**One-electron 3d hyperfine constants of Nb to Nb16+: cheaper levels against Dirac-Hartree-Fock**

The table holds $A/g_I$ for 3d$_{3/2}$ and 3d$_{5/2}$ from configuration-averaged Dirac-Coulomb Hartree-Fock (B-spline radial code, Fermi nucleus), with $\langle r^{-3}\rangle$ from non-relativistic Hartree-Fock and the small-component weight. The program tests the parameter-free formula $A/g_I=K\,l(l+1)\langle r^{-3}\rangle/[j(j+1)]$, Slater screening, exact hydrogenic Dirac factors, one mean scale factor per $j$ taken over all rows, and reuse of the neutral-atom value. Relative to the Dirac values, the non-relativistic formula is 1.5 to 1.6% low for $j=3/2$ and 0.8 to 1.2% high for $j=5/2$, the scaled form is within 0.3%, and Slater screening is about 62% low. The constants rise by about 4% per 3d electron removed and by about 0.6% or less per outer electron. The excess of the ratio over 7/3 falls from 2.7% to 2.4% while the small-component weight rises, which hydrogenic scaling does not reproduce. Correlation and core polarisation are absent, and 3d is closed up to Nb13+.

Niobium atom and ions, computed with B-spline radial atomic code 1 at the basis-set limit. The level is Dirac-Coulomb Hartree-Fock (nl average, Fermi nucleus), except for <r⁻³>, which is from non-relativistic Hartree-Fock (configuration average, point nucleus). A/g_I is the hyperfine constant of one electron in the orbital over g_I = μ/(I μ_N), also for closed shells.

## Script

```python
# Table: one-electron hyperfine constants A/g_I (MHz) of 3d3/2 and 3d5/2 in Nb to Nb16+, B-spline radial code,
# Dirac-Coulomb Hartree-Fock (nl average, Fermi nucleus); <r^-3> from non-relativistic (NR) Hartree-Fock.
# Tested: cheaper levels against Dirac-HF, A = K l(l+1)/(j(j+1)) <r^-3>, and hydrogenic relativistic factors.
T = {
    'ion': ['Nb', 'Nb+', 'Nb2+', 'Nb3+', 'Nb4+', 'Nb5+', 'Nb6+', 'Nb7+', 'Nb8+', 'Nb9+', 'Nb10+', 'Nb11+', 'Nb12+', 'Nb13+', 'Nb14+', 'Nb15+', 'Nb16+'],
    'Z': [41, 41, 41, 41, 41, 41, 41, 41, 41, 41, 41, 41, 41, 41, 41, 41, 41],
    'charge': [0, 1, 2, 3, 4, 5, 6, 7, 8, 9, 10, 11, 12, 13, 14, 15, 16],  # e
    'N': [41, 40, 39, 38, 37, 36, 35, 34, 33, 32, 31, 30, 29, 28, 27, 26, 25],
    'configuration': ['[Kr] 4d4 5s1', '[Kr] 4d4', '[Kr] 4d3', '[Kr] 4d2', '[Kr] 4d1', '[Ar] 3d10 4s2 4p6', '[Ar] 3d10 4s2 4p5', '[Ar] 3d10 4s2 4p4', '[Ar] 3d10 4s2 4p3', '[Ar] 3d10 4s2 4p2', '[Ar] 3d10 4s2 4p1', '[Ar] 3d10 4s2', '[Ar] 3d10 4s1', '[Ar] 3d10', '[Ar] 3d9', '[Ar] 3d8', '[Ar] 3d7'],
    'A_lo': [7745, 7745, 7745, 7747, 7751, 7760, 7782, 7808, 7838, 7872, 7910, 7951, 7998, 8048, 8364, 8689, 9024],  # MHz
    'A_hi': [3232, 3232, 3232, 3233, 3235, 3238, 3248, 3259, 3272, 3286, 3302, 3319, 3339, 3361, 3495, 3633, 3775],  # MHz
    'ratio': [2.397, 2.396, 2.396, 2.396, 2.396, 2.396, 2.396, 2.396, 2.396, 2.396, 2.396, 2.395, 2.395, 2.395, 2.393, 2.392, 2.39],
    'r_m3': [49.98, 49.98, 49.98, 50.0, 50.03, 50.08, 50.22, 50.39, 50.58, 50.79, 51.02, 51.28, 51.57, 51.88, 53.92, 56.02, 58.17],  # bohr⁻³
    'small_lo': [0.000992, 0.000992, 0.000992, 0.000992, 0.000993, 0.000994, 0.000996, 0.000999, 0.001, 0.00101, 0.00101, 0.00101, 0.00102, 0.00102, 0.00106, 0.00109, 0.00112],
}
import numpy as np
from scipy import constants as c
from scipy.optimize import brentq
pc = lambda k: c.physical_constants[k][0]
g = lambda k: np.array(T[k], float)
ion, Z, q = T['ion'], g('Z'), g('charge')
lo, hi, R, r3, w = g('A_lo'), g('A_hi'), g('ratio'), g('r_m3'), g('small_lo')
K = c.mu_0/(4*np.pi)*2*pc('Bohr magneton')*pc('nuclear magneton')/(c.h*pc('Bohr radius')**3)/1e6
cl, ch = K*6/3.75, K*6/8.75
def F(z, kap):  # exact hydrogenic Dirac A over NR A, n=3, l=2
    nr = 3-abs(kap); ga = np.sqrt(kap**2-(c.alpha*z)**2); N = np.sqrt(nr**2+2*nr*ga+kap**2)
    return 135*kap*(2*kap*(ga+nr)-N)/(N**4*ga*(4*ga**2-1))
p = lambda a, b: 100*(a/b-1)
fl, fh = lo/(cl*r3), hi/(ch*r3)
ze = (405*r3)**(1/3); zw = 6*np.sqrt(w)/c.alpha
nd = np.minimum(10, Z-q-18); zs = Z-18-0.35*(nd-1)  # Slater's rules for 3d
ex = p(R, 7/3)
print(f"K={K:.3f} MHz bohr^3; A/<r^-3> NR: 3/2 {cl:.2f}, 5/2 {ch:.2f}; NR ratio {7/3:.4f}")
print(f"rounding floor %: A3/2 {50/lo[0]:.3f}, A5/2 {50/hi[0]:.3f}, r^-3 {0.5/r3[0]:.3f}, ratio {0.05/R[0]:.3f}, small weight {0.00005/w[0]:.2f}-{0.0005/w[8]:.2f}")
print("ion  NRerr3/2% NRerr5/2% f3/2 f5/2 excess% Zeff(r-3) neutral-reuse err% scaledNR err% 3/2,5/2")
sl, sh = p(fl.mean(), fl), p(fh.mean(), fh)
for i in range(len(ion)):
    print(f"{ion[i]:6s}{p(1,fl[i]):6.2f}{p(1,fh[i]):6.2f}{fl[i]:8.4f}{fh[i]:8.4f}{ex[i]:6.2f}{ze[i]:7.2f}{p(lo[0],lo[i]):8.2f}{sl[i]:7.2f}{sh[i]:6.2f}")
print(f"mean f: 3/2 {fl.mean():.4f}, 5/2 {fh.mean():.4f}; worst scaled err {abs(sl).max():.2f}% ({ion[abs(sl).argmax()]}), {abs(sh).max():.2f}% ({ion[abs(sh).argmax()]})")
fa = 0.4*fl+0.6*fh
print(f"(2j+1)-weighted f: {fa[0]:.4f} ({ion[0]}), {fa[13]:.4f} ({ion[13]}), {fa[-1]:.4f} ({ion[-1]}); A3/2/<r^-3> {min(lo/r3):.2f}-{max(lo/r3):.2f}")
print(f"total rise %: A3/2 {p(lo[-1],lo[0]):.2f}, A5/2 {p(hi[-1],hi[0]):.2f}, r^-3 {p(r3[-1],r3[0]):.2f}, small weight {p(w[-1],w[0]):.1f}")
print("per electron removed: dA3/2 MHz, A3/2 %, A5/2 %, r^-3 %, dZeff")
for s, a, b in [('5s',0,1), ('4d',1,5), ('4p',5,11), ('4s',11,13), ('3d',13,16)]:
    n = b-a; m = lambda x: 100*((x[b]/x[a])**(1/n)-1)
    print(f" {s}: {(lo[b]-lo[a])/n:6.1f} {m(lo):6.3f} {m(hi):6.3f} {m(r3):6.3f} {(ze[b]-ze[a])/n:6.3f}")
print("3d steps of A3/2 MHz:", np.diff(lo)[13:], " dZeff:", np.round(np.diff(ze)[13:], 3), "Slater 0.35")
for i in (0, 13, 16):
    zn = brentq(lambda z: 7/3*F(z,2)/F(z,-3)-R[i], 1, 100)
    print(f"{ion[i]}: Slater Z {zs[i]:.2f}, A3/2 err {p(cl*zs[i]**3/405,lo[i]):.0f}%; Z(small wt) {zw[i]:.1f}; excess/small wt {ex[i]/100/w[i]:.1f}; Z needed for ratio {zn:.1f}")
    a, b = F(ze[i],2), F(ze[i],-3)
    print(f"  hydrogenic at Zeff: F {a:.4f} {b:.4f}, ratio {7/3*a/b:.3f} (table {R[i]:.3f}), A err {p(a,fl[i]):.2f}% {p(b,fh[i]):.2f}%")
a, b = F(Z[0],2), F(Z[0],-3)
print(f"hydrogenic at bare Z: F {a:.4f} {b:.4f}, ratio {7/3*a/b:.3f}, excess {p(a,b):.2f}%; A err {ion[0]} {p(a,fl[0]):.2f}% {p(b,fh[0]):.2f}%")
# further outputs of the same runs, Nb3+ Dirac: <r^-3> 3/2, 5/2 and A/g_I 3/2, 5/2
for s, (r1, r2, a1, a2) in {'3d': (51.87413, 49.61942, 7746.73, 3232.62), '4d': (4.015321, 3.829807, 598.6593, 249.3822)}.items():
    print(f"Nb3+ {s}: Dirac r^-3 in NR formula err {p(cl*r1,a1):.2f}% {p(ch*r2,a2):.2f}%, ratio {7/3*r1/r2:.3f} vs true {a1/a2:.4f}")
print(f"Nb3+ Dirac vs NR r^-3(3d): {p(51.87413,r3[3]):.2f}% {p(49.61942,r3[3]):.2f}%; A(3d3/2)/A(4d3/2) {7746.73/598.6593:.1f}")
# further outputs: NR 3d energy and mean radius in Nb8+, Nb13+; Breit shift and energy of 3d3/2 in Nb3+
print(f"Nb8+ to Nb13+ NR 3d: |energy| {p(17.98196,13.18328):.1f}%, mean radius {p(0.4208609,0.4275347):.2f}%, r^-3 {p(r3[13],r3[8]):.2f}%")
print(f"Nb3+ Breit shift of 3d3/2 energy: {100*0.4971616/(9.454874*pc('Hartree energy in eV')):.2f}% (energy only, not A)")
print(f"radial functions Nb3+: NR 9, Dirac 14 orbitals x 2 = 28, ratio {28/9:.1f}")
assert np.all(fl > 1) and np.all(fh < 1)
assert np.all(R > 7/3) and R[-1] < R[0]-0.002 and w[-1] > w[0]
assert np.all(np.diff(lo) >= 0) and np.diff(lo)[13:].min() > 3*np.diff(lo)[:13].max()
assert np.all(F(ze, -3) > 1) and abs(F(1e-3, 2)-1) < 1e-6
```

Printed output:

```
K=95.411 MHz bohr^3; A/<r^-3> NR: 3/2 152.66, 5/2 65.42; NR ratio 2.3333
rounding floor %: A3/2 0.006, A5/2 0.015, r^-3 0.010, ratio 0.021, small weight 0.05-0.50
ion  NRerr3/2% NRerr5/2% f3/2 f5/2 excess% Zeff(r-3) neutral-reuse err% scaledNR err% 3/2,5/2
Nb     -1.49  1.17  1.0151  0.9884  2.73  27.25    0.00   0.03  0.08
Nb+    -1.49  1.17  1.0151  0.9884  2.69  27.25    0.00   0.03  0.08
Nb2+   -1.49  1.17  1.0151  0.9884  2.69  27.25    0.00   0.03  0.08
Nb3+   -1.47  1.18  1.0150  0.9883  2.69  27.26   -0.03   0.05  0.09
Nb4+   -1.47  1.18  1.0149  0.9883  2.69  27.26   -0.08   0.06  0.09
Nb5+   -1.48  1.19  1.0150  0.9883  2.69  27.27   -0.19   0.04  0.10
Nb6+   -1.48  1.16  1.0151  0.9886  2.69  27.30   -0.48   0.04  0.07
Nb7+   -1.48  1.16  1.0150  0.9886  2.69  27.33   -0.81   0.04  0.07
Nb8+   -1.49  1.14  1.0151  0.9888  2.69  27.36   -1.19   0.03  0.05
Nb9+   -1.51  1.12  1.0153  0.9889  2.69  27.40   -1.61   0.01  0.04
Nb10+  -1.54  1.09  1.0156  0.9892  2.69  27.44   -2.09  -0.02  0.00
Nb11+  -1.54  1.08  1.0157  0.9893  2.64  27.49   -2.59  -0.02 -0.00
Nb12+  -1.57  1.05  1.0159  0.9896  2.64  27.54   -3.16  -0.05 -0.04
Nb13+  -1.59  0.99  1.0162  0.9902  2.64  27.59   -3.76  -0.07 -0.10
Nb14+  -1.59  0.94  1.0161  0.9907  2.56  27.95   -7.40  -0.07 -0.15
Nb15+  -1.58  0.88  1.0160  0.9912  2.51  28.31  -10.86  -0.06 -0.20
Nb16+  -1.60  0.81  1.0162  0.9919  2.43  28.67  -14.17  -0.08 -0.27
mean f: 3/2 1.0154, 5/2 0.9892; worst scaled err 0.08% (Nb16+), 0.27% (Nb16+)
(2j+1)-weighted f: 0.9991 (Nb), 1.0006 (Nb13+), 1.0016 (Nb16+); A3/2/<r^-3> 154.93-155.13
total rise %: A3/2 16.51, A5/2 16.80, r^-3 16.39, small weight 12.9
per electron removed: dA3/2 MHz, A3/2 %, A5/2 %, r^-3 %, dZeff
 5s:    0.0  0.000  0.000  0.000  0.000
 4d:    3.8  0.048  0.046  0.050  0.005
 4p:   31.8  0.406  0.413  0.395  0.036
 4s:   48.5  0.608  0.631  0.583  0.053
 3d:  325.3  3.889  3.948  3.888  0.358
3d steps of A3/2 MHz: [316. 325. 335.]  dZeff: [0.357 0.358 0.358] Slater 0.35
Nb: Slater Z 19.85, A3/2 err -62%; Z(small wt) 25.9; excess/small wt 27.5; Z needed for ratio 42.3
  hydrogenic at Zeff: F 1.0161 1.0049, ratio 2.359 (table 2.397), A err 0.10% 1.66%
Nb13+: Slater Z 19.85, A3/2 err -63%; Z(small wt) 26.3; excess/small wt 25.9; Z needed for ratio 41.6
  hydrogenic at Zeff: F 1.0165 1.0050, ratio 2.360 (table 2.395), A err 0.03% 1.49%
Nb16+: Slater Z 20.90, A3/2 err -62%; Z(small wt) 27.5; excess/small wt 21.7; Z needed for ratio 39.9
  hydrogenic at Zeff: F 1.0178 1.0054, ratio 2.362 (table 2.390), A err 0.16% 1.36%
hydrogenic at bare Z: F 1.0370 1.0111, ratio 2.393, excess 2.56%; A err Nb 2.15% 2.29%
Nb3+ 3d: Dirac r^-3 in NR formula err 2.22% 0.42%, ratio 2.439 vs true 2.3964
Nb3+ 4d: Dirac r^-3 in NR formula err 2.39% 0.47%, ratio 2.446 vs true 2.4006
Nb3+ Dirac vs NR r^-3(3d): 3.75% -0.76%; A(3d3/2)/A(4d3/2) 12.9
Nb8+ to Nb13+ NR 3d: |energy| 36.4%, mean radius -1.56%, r^-3 2.57%
Nb3+ Breit shift of 3d3/2 energy: 0.19% (energy only, not A)
radial functions Nb3+: NR 9, Dirac 14 orbitals x 2 = 28, ratio 3.1
```
